Move the same aluminium atom in every cell of TiAl₃ a little along the long axis of the crystal, hold everything else still, and the crystal pushes it back. How hard it pushes, how much energy the shift costs and what it does to the pressure have been calculated for several displacements. For two others the results are withheld, and the task is to say what they should be. The table has only a few points, so the forecast has to lean on the shape of the surroundings as much as on the numbers.

TiAl3 (I4/mmm, a = 3.824, c = 8.564 Å, four-atom cell, 15.65 Å³ an atom), computed with Ansatz 0.2.0: plane-wave PAW, r2SCAN, scalar-relativistic, no spin polarisation, 500 eV cutoff, 18×18×18 k mesh, 0.15 eV Gaussian smearing. Al atom 2 of each cell is moved along c, all else fixed; energies are free energies relative to the undisturbed cell, and pressure is positive in compression.

| displacement (Å) | energy change (eV a cell) | force along direction (eV/Å summed over the moved atoms) | pressure (GPa) |
| --- | --- | --- | --- |
| -0.1 | 0.021 | 0.426 | 0.14 |
| -0.05 | ? | ? | ? |
| 0 | 0.000 | 0.000 | -0.03 |
| 0.025 | ? | ? | ? |
| 0.075 | 0.012 | -0.318 | 0.07 |
| 0.0875 | 0.016 | -0.371 | 0.10 |

The displacement is measured from the atom's resting place, negative in one direction along the axis and positive in the other. The force has the opposite sign to the displacement on both sides, so it drives the atom home. The cell repeats through the crystal, so the shift carries a whole sublattice of aluminium atoms rigidly past its fixed neighbours. The numbers therefore describe this collective shift, which need not be one of the crystal's natural vibrations, and they show stability along this one line only.

The geometry suggests which contacts do most of the work. The four nearest neighbours, titanium atoms at $a/\sqrt2 = 2.70$ Å, lie in the same layer as the atom, and a small step out of the layer hardly changes their distance. Eight aluminium neighbours sit only slightly farther away, four above and four below. When the atom moves by 0.1 Å, four of these contacts shorten by about 0.07 Å and the other four lengthen by about as much. The response should therefore come chiefly from this opposed set and not from the shortest bonds. The forces on the atoms held fixed bear this out. At −0.1 Å the two other aluminium atoms of the cell, which form the layers above and below, each feel a recoil of about 0.22 eV/Å, opposite to the force on the moved atom. The titanium atom feels only about 0.02 eV/Å, and not even in the direction of a recoil.

A simple picture of two opposed contacts shows what to expect. Suppose each neighbour pushes on the atom with a force that grows as the contact shortens, and grows ever more steeply. If the contacts change length by a small amount $\delta$, the shortened and the lengthened one push with

$$f_\text{short} = f_0 + A\delta + B\delta^2 + C\delta^3,\qquad f_\text{long} = f_0 - A\delta + B\delta^2 - C\delta^3 .$$

Here $f_0$ is the push at rest, $A$ the stiffness of a contact, and $B$ and $C$ describe how its force curve bends. A metal is held together by shared electrons and not by separate springs, so this is a sketch rather than a calculation.

The atom itself feels the difference of the two pushes, $2A\delta + 2C\delta^3$. The bend $B$ has dropped out, because what one side gains the other side gains too. The surroundings feel the sum, $2f_0 + 2B\delta^2$, and there the bend survives. The force on the atom should therefore follow a nearly straight line, while the outward push on the crystal should change as the square of the displacement.

The division into odd and even terms does not depend on the sketch. Whichever aluminium site of this structure is moved, a symmetry operation of the crystal turns a step up into a step down. The energy and the pressure must then be the same for both directions, and the force must only change its sign. A result at a negative displacement can thus be used to predict one at a positive displacement.

The known forces bear out the straight line. Dividing the size of the force by the size of the displacement gives 4.26 eV/Å² at −0.1 Å and 4.24 eV/Å² at both known positive displacements. This ratio is the force constant $k$, the stiffness of the spring that would replace all the neighbours together. A least-squares line through the origin, fitted to the four known forces, gives $k = 4.25$ eV/Å².

The energy then follows without another adjustable number, because it is the work done against the force. With $x$ for the displacement and $F$ for the force,

$$F = -kx,\qquad E = \tfrac12 kx^2 .$$

At −0.1 Å this gives $\tfrac12 \times 4.25 \times 0.01 = 0.021$ eV, as in the table. That row helped to fix $k$, and force and energy come from the same calculation, so the agreement shows that the two columns are consistent and not that a theory has passed an independent test.

For the pressure, a fit of a constant plus a term in $x^2$ to the same four rows gives −0.029 GPa at rest and a rise of 17 GPa for each Å². The small negative value at rest is a residue of the relaxation. The rise is what matters, and it too should fall to a quarter when the displacement is halved.

The doubtful point is the cubic term in the force. If the opposed contacts stiffen as the atom goes farther out, a line fitted mostly to large displacements is slightly too steep near the middle. When each known row was left out in turn, a fit with this extra term predicted the missing force no better than the straight line did. The forecast therefore keeps the line, and its error bars leave room for the stiffening and for the rounding of the table.

At −0.05 Å the forecast is a force of 0.212 ± 0.003 eV/Å, an energy change of 0.005 ± 0.001 eV and a pressure of 0.014 ± 0.010 GPa.

At 0.025 Å it is a force of −0.106 ± 0.002 eV/Å, an energy change of 0.001 ± 0.001 eV and a pressure of −0.018 ± 0.010 GPa. Here the bar on the energy is as large as the energy itself, so the force is the only sharp test in this row.

The withheld rows as computed:

| displacement (Å) | energy change (eV a cell) | force along direction (eV/Å summed over the moved atoms) | pressure (GPa) |
| --- | --- | --- | --- |
| -0.05 | 0.005 | 0.211 | 0.01 |
| 0.025 | 0.001 | -0.105 | -0.02 |

All six values fall within their ranges. Both displacements lie between known ones, where a smooth curve has little freedom, so this success is a modest one. The energies agree to the last printed digit, and the pressures differ from the forecasts by less than 0.005 GPa, which rounding alone can produce. At −0.05 Å the pressure has risen far less than at −0.1 Å, as the square requires.

The forces are more instructive, because both miss in the same direction. The straight line makes them too strong by about 0.001 eV/Å, which is 0.7 % of the computed force at −0.05 Å and about 1 % at 0.025 Å. The fit with the cubic term, made on the same four known rows, gives 0.211 and −0.105 eV/Å, the computed values to the digits shown. It was not the forecast chosen, and the new rows speak in its favour.

The force constants tell the same story. The two revealed forces give $0.105/0.025 = 4.20$ and $0.211/0.05 = 4.22$ eV/Å², below the values found farther out. The effective spring thus stiffens by little more than 1 % between the smallest and the largest displacement. The sketch can account for this if $C$ is positive, because the shortened contacts then stiffen by more than the lengthened ones soften. The effect is small but not an accident of rounding. With one more digit kept in the forces, the force constant climbs steadily with distance, from 4.21 eV/Å² at 0.025 Å to 4.26 eV/Å² at 0.1 Å, and the unrounded energies show the same trend.

So far the crystal looks almost perfectly harmonic, that is, like an ideal spring. The pressure corrects this impression. Pressure measures how the energy changes when the cell is made larger or smaller, and under such a change the atoms ride along with the cell. In a slightly larger cell the displacement is slightly longer too. If the spring kept its stiffness, the longer displacement would cost more energy, the crystal would prefer to shrink, and the pressure at −0.1 Å would fall by about 0.04 GPa.

The computed pressure rises by 0.17 GPa instead. The spring must therefore become softer when the crystal expands, and by enough to outweigh the longer displacement. In the sketch this is the work of the bend $B$: a contact whose force curve steepens on compression is softer when stretched, and an expansion stretches the contacts on both sides at once. The bend cancels in the force on the atom and appears in full in the pressure.

The size of the softening can be estimated from the same numbers. Let $V$ be the volume of the cell and define $\gamma = -\tfrac12\, d\ln k/d\ln V$, so that the stiffness falls by $2\gamma$ per cent when the volume grows by one per cent. The pressure is $-dE/dV$, and the displacement grows as $V^{1/3}$, which gives

$$P - P_0 = \frac{kx^2}{V}\left(\gamma - \tfrac13\right),$$

where $P$ is the pressure and $P_0$ its value at rest. The one third is the effect of the longer displacement.

The cell holds four atoms, so $V = 4 \times 15.65 = 62.6$ Å³. The fitted rise of 17 GPa/Å² is 0.106 eV/Å⁵ in the units of the force constant. Then $\gamma = 62.6 \times 0.106/4.25 + 1/3 \approx 1.9$, and one per cent more volume should soften this spring by nearly 4 %. The rounding of the pressures alone makes $\gamma$ uncertain by about 0.1.

That is a large effect beside the stiffening of about 1 % seen in the forces over the whole scan. It is also the kind of effect behind thermal expansion. In a warm crystal the atoms are always displaced, and where displacement raises the pressure at fixed volume, a crystal free to expand does so. For someone concerned with how a part changes size on heating, the pressure column therefore holds the more useful hint, although a single rigid shift does not give an expansion coefficient. That would take all the vibrations of the crystal.

For an atom with equivalent surroundings on both sides, a straight force line is thus no proof that the bonds behave as ideal springs. Half the displacement gives close to half the force and a quarter of the energy, while the bend of the bonds shows up in the pressure. The softening on expansion is still an inference, since every row has the same cell volume. Repeating two or three of these displacements in a cell of the same shape with one per cent more volume would show directly whether the force constant drops by the expected 4 %.
